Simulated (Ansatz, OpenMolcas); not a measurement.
# Computed against measured: dipole moment

8 molecules without hydrogen; the dipole moment in D, computed less measured. Shapes, held fixed at every level: PBE0-D4/def2-TZVP. No vibrational averaging. Dipoles are compared by magnitude; molecules under 1 D, whose direction can flip, are left out. Programs: Ansatz 0.2.0, OpenMolcas 26.06. Measured values: NIST CCCBDB.

Levels: A = HF/STO-3G; B = PBE-D4/def2-TZVPP; C = r2SCAN-D4/def2-TZVPP; D = B3LYP-D4/def2-TZVPP.

```json
{"molecule": "BrF (bromine fluoride)", "measured": "1.42", "A": "-1.35", "B": "-0.18", "C": "-0.17", "D": "-0.02"}
{"molecule": "NS (Mononitrogen monosulfide)", "measured": "1.81", "A": "-0.53", "B": "+0.02", "C": "-0.01", "D": "+0.08"}
{"molecule": "SF2 (sulfur difluoride)", "measured": "1.05", "A": "-0.35", "B": "-0.15", "C": "-0.12", "D": "+0.07"}
{"molecule": "NOF (nitrosyl fluoride)", "measured": "1.81", "A": "-1.44", "B": "-0.55", "C": "-0.48", "D": "-0.42"}
{"molecule": "SO2 (sulfur dioxide)", "measured": "1.63", "A": "+0.13", "B": "-0.09", "C": "-0.05", "D": "+0.10"}
{"molecule": "AsF3 (arsenic trifluoride)", "measured": "2.59", "A": "-1.32", "B": "-0.32", "C": "-0.28", "D": "-0.06"}
{"molecule": "PF3 (phosphorus trifluoride)", "measured": "1.03", "A": "+0.23", "B": "-0.19", "C": "-0.18", "D": "+0.02"}
{"molecule": "SO2F2 (sulfuryl fluoride)", "measured": "1.12", "A": "+0.32", "B": "-0.01", "C": "+0.02", "D": "+0.01"}
```

Question: Sum up the errors.

Answer: 
| level | kind | mean error | mean absolute error | worst case |
| --- | --- | --- | --- | --- |
| HF/STO-3G | Hartree–Fock | -0.539 | 0.709 | NOF |
| PBE-D4/def2-TZVPP | GGA | -0.184 | 0.189 | NOF |
| r2SCAN-D4/def2-TZVPP | meta-GGA | -0.159 | 0.164 | NOF |
| B3LYP-D4/def2-TZVPP | global hybrid | -0.027 | 0.098 | NOF |

On this set B3LYP-D4/def2-TZVPP has the smallest mean absolute error and HF/STO-3G the largest. PBE-D4/def2-TZVPP is too low in 7 of 8; r2SCAN-D4/def2-TZVPP is too low in 7 of 8. All levels miss NOF on one side, which points to its shape or to the tabulated value. The tabulated value of NOF is in doubt (older tables, estimates, or at odds with other calculations) and kept here. Over the 7 molecules whose values aren't doubted the mean absolute errors are A 0.604; B 0.137; C 0.119; D 0.051. Spin contamination: NS (⟨S²⟩ up to 1.25). Open shells run unrestricted. Relativity is left out for As, Br. The set is small.

The clearest pattern is that B3LYP gives a larger dipole than PBE in every molecule, which removes most of PBE's deficit in BrF and AsF3 but turns a small underestimate into an overestimate in SF2 and SO2. Fluorine draws density from the less electronegative central atom, and exact exchange probably strengthens this polarisation by reducing excessive delocalisation. B3LYP's slightly negative mean error comes entirely from NOF; the other molecules show no systematic underestimation.

The Hartree–Fock errors mainly reflect the minimal basis, which lacks polarisation functions and cannot let the valence shell expand as fluorine gains charge. They therefore say little about Hartree–Fock itself, which in a flexible basis usually exaggerates bond polarity. Their sign also varies, with SO2, PF3 and SO2F2 coming out too polar, because the net dipole is a vector sum of bond and lone-pair contributions that partly cancel. For the same reason, a close match in the total dipole does not establish that the underlying charge distribution is correct.
